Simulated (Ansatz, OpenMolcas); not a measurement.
# C3H12GaN (SMILES C[Ga-](C)(C)[NH3+]): methods side by side

The species is C3H12GaN (17 atoms), meant as a singlet with charge 0. As SMILES, `C[Ga-](C)(C)[NH3+]`. The coordinates come from a PBE0-D4/def2-TZVP relaxation.

Quantity: the vertical energy of the triplet above the singlet, in eV. The values are calculated.

```json
{"level": "HF/6-31G* (spherical functions)", "kind": "Hartree–Fock", "program": "OpenMolcas", "value (eV)": "6.89", "less CCSD(T)/6-31G*": "+0.11", "CPU time (all runs)": "59 s"}
{"level": "SVWN5/6-31G* (spherical functions)", "kind": "LDA", "program": "Ansatz", "value (eV)": "5.83", "less CCSD(T)/6-31G*": "-0.95", "CPU time (all runs)": "73 s"}
{"level": "BLYP/6-31G* (spherical functions)", "kind": "GGA", "program": "Ansatz", "value (eV)": "5.76", "less CCSD(T)/6-31G*": "-1.02", "CPU time (all runs)": "4 min"}
{"level": "TPSS/6-31G* (spherical functions)", "kind": "meta-GGA", "program": "OpenMolcas", "value (eV)": "6.08", "less CCSD(T)/6-31G*": "-0.70", "CPU time (all runs)": "11 min"}
{"level": "r2SCAN/6-31G* (spherical functions)", "kind": "meta-GGA", "program": "OpenMolcas", "value (eV)": "6.23", "less CCSD(T)/6-31G*": "-0.55", "CPU time (all runs)": "8.9 min"}
{"level": "B3LYP/6-31G* (Cartesian functions)", "kind": "global hybrid", "program": "Ansatz", "value (eV)": "6.17", "less CCSD(T)/6-31G*": "-0.61", "CPU time (all runs)": "6.1 min"}
{"level": "CAM-B3LYP/6-31G* (spherical functions)", "kind": "range-separated hybrid", "program": "Ansatz", "value (eV)": "6.63", "less CCSD(T)/6-31G*": "-0.15", "CPU time (all runs)": "5.7 min"}
{"level": "MP2/6-31G* (spherical functions)", "kind": "perturbation theory", "program": "Ansatz", "value (eV)": "6.97", "less CCSD(T)/6-31G*": "+0.19", "CPU time (all runs)": "2 min"}
{"level": "CCSD(T)/6-31G* (spherical functions)", "kind": "coupled cluster or CI", "program": "Ansatz", "value (eV)": "6.78", "less CCSD(T)/6-31G*": "0.00", "CPU time (all runs)": "17 min"}
```

Differences are taken from CCSD(T)/6-31G* (spherical functions) for orientation; it has basis-set and higher-order errors of its own. All-electron rows without a relativistic Hamiltonian named are non-relativistic. The values span 5.76 to 6.97 eV. A triplet this far above the singlet is often a Rydberg-like or dissociative state; sets without diffuse functions put Rydberg states too high. In the correlated wave-function rows the outer d shell of Ga is correlated, in sets not made for it. The second state's dipole differs much between rows, so they may not all be the same state. CPU times are rough (shared hosts, several kinds of processor and program).

The large gap in every row fits a saturated donor-acceptor adduct. The ammonia lone pair engages the gallium 4p orbital that is empty in free trimethylgallium, which removes the low-lying valence acceptor level. The triplet must then probably take an electron from the Ga–C σ bonds into a σ* or diffuse orbital.

Along BLYP, B3LYP and CAM-B3LYP the gap rises from 5.76 to 6.17 and 6.63 eV, which suggests that exact exchange counteracts an overly favourable semilocal description of the spread-out hole and the promoted electron. Exchange admixture doesn't order the whole table, however: r2SCAN, which has none, lies above B3LYP.

The closeness of Hartree–Fock to CCSD(T) is no sign that correlation is unimportant. MP2 raises the gap and CCSD(T) brings it back below the Hartree–Fock value, so contributions of opposite sign probably cancel. A vertical gap also doesn't measure the strength of the dative Ga–N bond, nor does it show which bond would break after excitation.
